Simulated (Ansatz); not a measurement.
# Cd₂O₃: pressure and energy above lowest point against volume per atom

All results are calculated (Ansatz 0.2.0 development build). Equation of state of a cubic crystal from periodic Kohn-Sham density functional theory without spin; pressure corrected for the finite basis.

Cell of the first row (space group Pn-3m, No. 224):
```
cell vectors (Å)
   5.1641     0.0000     0.0000
   0.0000     5.1641     0.0000
   0.0000     0.0000     5.1641
atoms (fractions of the cell vectors)
Cd  0.25000  0.25000  0.25000
Cd  0.75000  0.75000  0.25000
Cd  0.75000  0.25000  0.75000
Cd  0.25000  0.75000  0.75000
O   0.50000  0.00000  0.00000
O   0.00000  0.50000  0.00000
O   0.00000  0.00000  0.50000
O   0.50000  0.50000  0.00000
O   0.50000  0.00000  0.50000
O   0.00000  0.50000  0.50000
```

Settings of every row: formula Cd2O3; structure type cubic X2O3; functional PBE; spin treatment none; k mesh 7x7x7; occupation method fermi-dirac; occupation width 0.061225619 eV; wave cutoff 420 eV; datasets soft-1 PAW; density cutoff ratio 4.

Limits: a cubic model structure, not a phase known at ambient conditions; modest k-mesh, values are not fully converged in k; no spin polarisation, a magnetic state may lie lower.

```csv
row,volume per atom (Å³),pressure (GPa),energy above lowest point (meV/atom)
1,13.771,7.047,18.22
2,14.064,4.419,7.78
3,14.357,2.079,1.87
4,14.65,-0.007,0
5,14.943,-1.865,1.75
6,15.236,?,?
7,15.529,-4.997,14.51
```

Question: what pressure and energy above lowest point should row 6 give?

Worked fit of pressure. Take u = (V_r/V)^(2/3) − 1 with V_r = 14.503 Å³ an atom, which is twice the finite (Eulerian) strain; such expansions in the strain, on which the Birch-Murnaghan equation of state is built, carry the rest volume and the bulk modulus. The shown rows have u = 0.03513, 0.0207, 0.00677, -0.0067, -0.01973, -0.04455. Least squares give pressure = 1.0095 + 154.779 × u + 469.41 × u² + 483 × u³ GPa; a parabola predicts inner rows, each left out in turn, worse (root mean square 0.0096 against 0.00059 GPa). All shown rows lie on it to the printed digit. The pressure vanishes at u = -0.0067, or V = 14.65 Å³ an atom, and there the bulk modulus at fixed shape and fractions is B = −V dP/dV = (2/3)(1 + u) dP/du = 98.4 GPa. The withheld row has u = -0.03234, so the fit gives 1.0095 + 154.779 × (-0.03234) + 469.41 × (-0.03234)² + 483 × (-0.03234)³ = -3.521 GPa.

The calculation gave -3.522 GPa. The fit lies 0.001 GPa (0.0083 % of the column's range) above it, one unit of the last digit.

Worked fit of energy above lowest point. Take u = (V_r/V)^(2/3) − 1 with V_r = 14.503 Å³ an atom, which is twice the finite (Eulerian) strain; such expansions in the strain, on which the Birch-Murnaghan equation of state is built, carry the rest volume and the bulk modulus. The shown rows have u = 0.03513, 0.0207, 0.00677, -0.0067, -0.01973, -0.04455. Least squares give energy above lowest point = 0.465 + 137.56 × u + 10336.9 × u² + 3861 × u³ meV/atom; a parabola predicts inner rows, each left out in turn, worse (root mean square 0.077 against 0.01 meV/atom). The rows lie off it by 0.00, 0.00, 0.00, -0.01, 0.00, 0.00. Its lowest point lies at u = -0.0067, or V = 14.65 Å³ an atom, and the curvature there gives the bulk modulus at fixed shape and fractions, B = (4/9)(1 + u)² E″(u)/V = 98.4 GPa. The withheld row has u = -0.03234, so the fit gives 0.465 + 137.56 × (-0.03234) + 10336.9 × (-0.03234)² + 3861 × (-0.03234)³ = 6.70 meV/atom.

The calculation gave 6.69 meV/atom. The fit lies 0.01 meV/atom (0.055 % of the column's range) above it, one unit of the last digit.
